Solution key: convergence of the Magnus series, with a gypsum proton pair under WAHUHA

Conventions. H is in rad/s, dU/dt = −iHU, U(T) = exp Ω, Ω = ΣΩₙ with Ωₙ of degree n in H, and H_eff = iΩ/T. ‖H‖ is the spectral norm, which for Hermitian H is the largest eigenvalue modulus. For one spin 1/2, I = σ/2.

(a) State the bound and reduce it to a spin 1/2. [3 marks]

The series of Magnus (1954) converges if ∫₀ᵀ‖H‖dt < π (Casas 2007; Moan and Niesen 2008). To see why, replace H by εH with complex ε, so that Ωₙ becomes εⁿΩₙ. Regard a state as a real vector of twice the dimension. Its direction turns at a rate of at most |ε|‖H‖. A negative real eigenvalue of U needs a turn through π. While |ε|∫‖H‖dt < π there is none, the principal logarithm of U is analytic in ε, and its Taylor series is the Magnus series. The condition is sufficient, not necessary. A multiple of the unit operator commutes with everything, so ‖H‖ may be replaced by half the spread, (λmax − λmin)/2.

For H = ωe(t)·I the eigenvalues are ±|ωe|/2, and the condition reads ∫₀ᵀ|ωe|dt < 2π.

If H is piecewise constant and all intervals are proportional to τ, then Ωₙ ∝ τⁿ. Growing τ is growing ε, and the radius of convergence is the distance to the nearest singularity of Ω in the complex τ plane.

(b) Show that the constant cannot be enlarged. [5 marks]

Take a spin 1/2 and two rotations through the same angle a, about n₁ and then n₂, with n₁·n₂ = cos β and 0 < β < 180°. With k = cos(a/2) and s = sin(a/2),

U = cos(Θ/2) − i v·σ,
cos(Θ/2) = 1 − (1 + cos β)s²,
v = ks(n₁ + n₂) + s² n₂×n₁,
Ω = −i[Θ/sin(Θ/2)] v·I.

The prefactor can be singular only where cos(Θ/2) = ±1. The value +1 occurs at real a = 2πm; along the real axis cos(Θ/2) ≥ −cos β > −1, so Θ returns to 0 there and Ω is regular. The value −1 requires s² = 1/cos²(β/2), and the nearest solutions are a* = ±π ± 2iη with η = arcosh[1/cos(β/2)]. There 1 + cos(Θ/2) has a simple zero and the component s² sin β of v does not vanish, so Ω diverges as (a − a*)^(−1/2). The series converges for

∫|ωe|dt = 2a < 2π·√(1 + (2η/π)²)

and diverges beyond. For β = 90°, η = 0.881 and the root is 1.147. For β = 10°, η = 0.0874 and the root is 1.0015. The root tends to 1 as β → 0, so any constant above 2π (above π in the norm) fails for some β. At β = 0 itself the two steps commute and the series ends with Ω₁.

(c) Set up the pair and treat exact resonance. [5 marks]

The two water protons are modelled as an isolated pair with a common offset Δ. With I = I₁ + I₂,

H = ΔI_z + d·D_z, D_α = 3I₁αI₂α − I₁·I₂ = (3I_α² − I²)/2,
d = b(3cos²θ − 1)/2, b = −μ₀γ²ħ/(4πr³),

where θ is the angle between the H–H vector and the static field. With γ = 2.6752×10⁸ rad s⁻¹ T⁻¹ and a typical effective distance r = 1.58 Å, |b| = 1.913×10⁵ rad/s and |b|/2π = 30.5 kHz.

The cycle is τ–x–τ–(−y)–2τ–y–τ–(−x)–τ with ideal 90° pulses, an x pulse being exp(−iπI_x/2), and T = 6τ. In the toggling frame, H̃ = U_rf†HU_rf, the index z runs through z, y, x, y, z for times τ, τ, 2τ, τ, τ. This frame is needed: in the rotating frame the four pulses alone give a spin 1/2 ∫|ωe|dt = 2π, and the condition is never met.

D_α has the eigenvalues 1/2, 1/2, −1 (triplet) and 0 (singlet). For Δ = 0 and θ = 0 the plain norm |d| guarantees convergence for τ < π/(6|d|) = 2.74 μs, and the half spread 3|d|/4 for τ < 2π/(9|d|) = 3.65 μs.

The exact behaviour is better. In the Cartesian triplet basis, defined by I_α|α⟩ = 0, one has I_α² = 1 − |α⟩⟨α| and D_α = (1 − 3|α⟩⟨α|)/2. All three operators are diagonal, so they commute, and they sum to zero. Every Ωₙ vanishes and U = 1 for any τ. The radius is infinite.

(d) Solve the case d = 0, Δ ≠ 0 in closed form. [8 marks]

At θ = 54.7° the propagator is a product of two identical spin-1/2 propagators, and Ω is the sum of two copies of the one-spin series. The spin-1/2 condition 6Δτ < 2π applies: φ = Δτ < π/3 = 1.047. The 4×4 norm, ‖ΔI_z‖ = Δ, would guarantee only half of this.

Let R_α = cos(φ/2) − iσ_α sin(φ/2), C = cos φ, S = sin φ. Since σ_x anticommutes with σ_y, R_yσ_xR_y = σ_x, and so R_yR_x²R_y = C² − iCSσ_y − iSσ_x. The same step with R_z gives

U = C³ − iS(σ_x + Cσ_y + C²σ_z).

Hence cos(Θ/2) = C³ and sin(Θ/2) = SW with W = √(1 + C² + C⁴), and

H_eff = (Δ/3)·X·(I_x + C I_y + C² I_z), X = Θ/(2φW), d(Θ/2)/dφ = 3C²/W.

For φ → 0 this is the average Hamiltonian (Δ/3)(I_x + I_y + I_z), with scale factor 1/√3 = 0.577. By the last relation Θ and X can be singular only where W = 0, that is C = ±exp(±iπ/3); the real point φ = π, where U = −1, is regular. For φ = x ∓ iy and C = exp(±iπ/3), cos x·cosh y = 1/2 and sin x·sinh y = √3/2, solved by cos x = (√3 − 1)/2 and cosh y = (√3 + 1)/2. So x = 1.196, y = 0.831 and |φ*| = 1.457. The roots with the opposite sign of C lie farther out, at π − x ± iy, modulus 2.116. At φ*, C³ = −1, so Θ ≠ 0 and X diverges as (φ − φ*)^(−1/2). The true radius is 1.39 times the guaranteed one.

For an assumed Δ/2π = 5 kHz the guarantee is τ < 33.3 μs (16.7 μs from the 4×4 norm) and the series diverges beyond 46.4 μs.

The even Ωₙ vanish because the cycle is symmetric in time. Expanding,

X = 1 + φ²/3 − φ⁴/15 − 22φ⁶/315 − 19φ⁸/2835 + …,

where the term in φⁿ⁻¹ is the I_x part of Ωₙ. With Xₙ the sum through Ωₙ:

τ/μs | 6Δτ/2π | X₃ | X₅ | X₇ | X₉ | exact
20 | 0.6 | 1.132 | 1.121 | 1.117 | 1.117 | 1.117
30 | 0.9 | 1.296 | 1.243 | 1.195 | 1.190 | 1.198
40 | 1.2 | 1.526 | 1.360 | 1.085 | 1.043 | 1.167
60 | 1.8 | 2.184 | 1.343 | −1.790 | −2.858 | 0.808

The 40 μs row violates the bound and still converges, slowly. The 60 μs row diverges although the exact H_eff is smooth on the real τ axis, because the singularities are complex.

(e) Let d and Δ act together. [4 marks]

The eigenvalues in each interval are d/2 ± Δ, −d and 0. For θ = 0 and 5 kHz the half spread is 3|d|/4 + Δ/2, and the guarantee is τ < 3.29 μs.

The term linear in Δ is available to all orders in d. The dipolar propagator only attaches a phase 3d·t_α/2 to |α⟩, apart from a common phase, t_α being the time already spent in D_α. I_z couples |x⟩ and |y⟩, and t_x = t_y in both z intervals. I_x couples |y⟩ and |z⟩, and t_y = t_z in the x interval. I_y couples |z⟩ and |x⟩, and t_z − t_x = +τ in the first y interval and −τ in the second. The dipolar propagator returns to 1 at T, so

H_eff = (Δ/3)[I_x + cos(3dτ/2) I_y + I_z] + O(Δ²).

The cosine is entire in τ, so a finite radius can arise only from higher powers of Δ. At τ = 5 μs, 3|d|τ/2 = 1.435, the cosine is 0.14 and the small-offset scale factor √(2 + cos²(3dτ/2))/3 is 0.47. The Δ² term is smaller by a factor of order Δτ = 0.16, so further figures are not meaningful at 5 kHz.

(f) Compare with the general statement and name the limits. [3 marks]

No case diverges inside the bound. The ratio of true to guaranteed radius approaches 1 for nearly parallel axes, is 1.39 for the offset under WAHUHA, and is infinite for the resonant pair.

All times are the model's. Pulses of finite width leave the toggling-frame spectrum, and so the bound on T, unchanged, but they spoil the commutation in (c); four pulses of an assumed 1 μs fill 0.20 of the cycle at τ = 3.29 μs. Protons of neighbouring molecules at an assumed 2.8 Å couple with |b′|/2π = 5.5 kHz, which rivals the offset, and |b′|τ = 1.6 rad at 46.4 μs. With such couplings the three dipolar operators no longer commute, and ‖H‖ grows with the number of spins, so the bound guarantees nothing for a macroscopic crystal. Line narrowing in rigid proton solids typically needs τ of a few μs, so the isolated-pair radius of (d) lies roughly an order of magnitude above the spacing usable for gypsum.